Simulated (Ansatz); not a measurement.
# YHg₂: the change of pressure and energy less free atoms with volume per atom

Results calculated with Ansatz 0.2.0, not measured. Periodic Kohn-Sham DFT of a crystal at fixed atoms; pressure and stress are positive in compression; the energy is the free energy less that of spherical unpolarised free atoms; site moments are those in the method's own spheres, positive along +z.

Cell of the first row (space group P6/mmm, No. 191):
```
YHg2
1.0
      4.7065     0.0000     0.0000
     -2.3533     4.0760     0.0000
      0.0000     0.0000     3.4882
Y Hg
1 2
Direct
  0.00000 0.00000 0.00000
  0.33333 0.66667 0.50000
  0.66667 0.33333 0.50000
```

Settings of every row: method all-electron LAPW; functional PBEsol; relativity scalar; k mesh 10x10x12; filling fermi-dirac; smearing width 0.03 eV; basis error target 1 meV/atom; nucleus gaussian.

Atom start moment: 0 on all atoms.

Limits: no spin-orbit coupling on heavy atoms.

| row | volume per atom (Å³) | pressure (GPa) | energy less free atoms (eV/atom) |
| --- | --- | --- | --- |
| 1 | 22.305 | 4.213 | -2.5626 |
| 2 | 23.003 | ? | ? |
| 3 | 23.235 | 0.402 | -2.5755 |
| 4 | 23.7 | -1.178 | -2.5743 |
| 5 | 24.629 | -3.798 | -2.5596 |

Question: what pressure and energy less free atoms should row 2 give?

Worked fit of pressure. Take u = (V_r/V)^(2/3) − 1 with V_r = 23.468 Å³ an atom, which is twice the finite (Eulerian) strain; such expansions in the strain, on which the Birch-Murnaghan equation of state is built, carry the rest volume and the bulk modulus. The shown rows have u = 0.03447, 0.00667, -0.00654, -0.03168. Least squares give pressure = −0.4139 + 119.932 × u + 414.41 × u² GPa; a straight line predicts inner rows, each left out in turn, worse (root mean square 0.3 against 0.0052 GPa). The rows lie off it by 0.000, -0.002, 0.003, -0.001. The pressure vanishes at u = 0.0034, or V = 23.35 Å³ an atom, and there the bulk modulus at fixed shape and fractions is B = −V dP/dV = (2/3)(1 + u) dP/du = 82.1 GPa. Letting shape and atoms relax would as a rule lower it, by much in layered, chain or molecular crystals. The withheld row has u = 0.01343, so the fit gives −0.4139 + 119.932 × (0.01343) + 414.41 × (0.01343)² = 1.272 GPa.

The calculation gave 1.269 GPa. The fit lies 0.003 GPa (0.037 % of the column's range) above it; its largest miss of a shown row is 0.003 GPa.

Worked fit of energy less free atoms. Take u = (V_r/V)^(2/3) − 1 with V_r = 23.468 Å³ an atom, which is twice the finite (Eulerian) strain; such expansions in the strain, on which the Birch-Murnaghan equation of state is built, carry the rest volume and the bulk modulus. The shown rows have u = 0.03447, 0.00667, -0.00654, -0.03168. Least squares give energy less free atoms = −2.57547 − 0.0826 × u + 13.221 × u² eV/atom; a straight line predicts inner rows, each left out in turn, worse (root mean square 0.0095 against 0.00014 eV/atom). The rows lie off it by 0.0000, -0.0001, 0.0001, 0.0000. Its lowest point lies at u = 0.0031, or V = 23.36 Å³ an atom, and the curvature there gives the bulk modulus at fixed shape and fractions, B = (4/9)(1 + u)² E″(u)/V = 81.1 GPa. Letting shape and atoms relax would as a rule lower it, by much in layered, chain or molecular crystals. The withheld row has u = 0.01343, so the fit gives −2.57547 − 0.0826 × (0.01343) + 13.221 × (0.01343)² = -2.5742 eV/atom.

The calculation gave -2.5743 eV/atom. The fit lies 0.0001 eV/atom (0.63 % of the column's range) above it, one unit of the last digit.
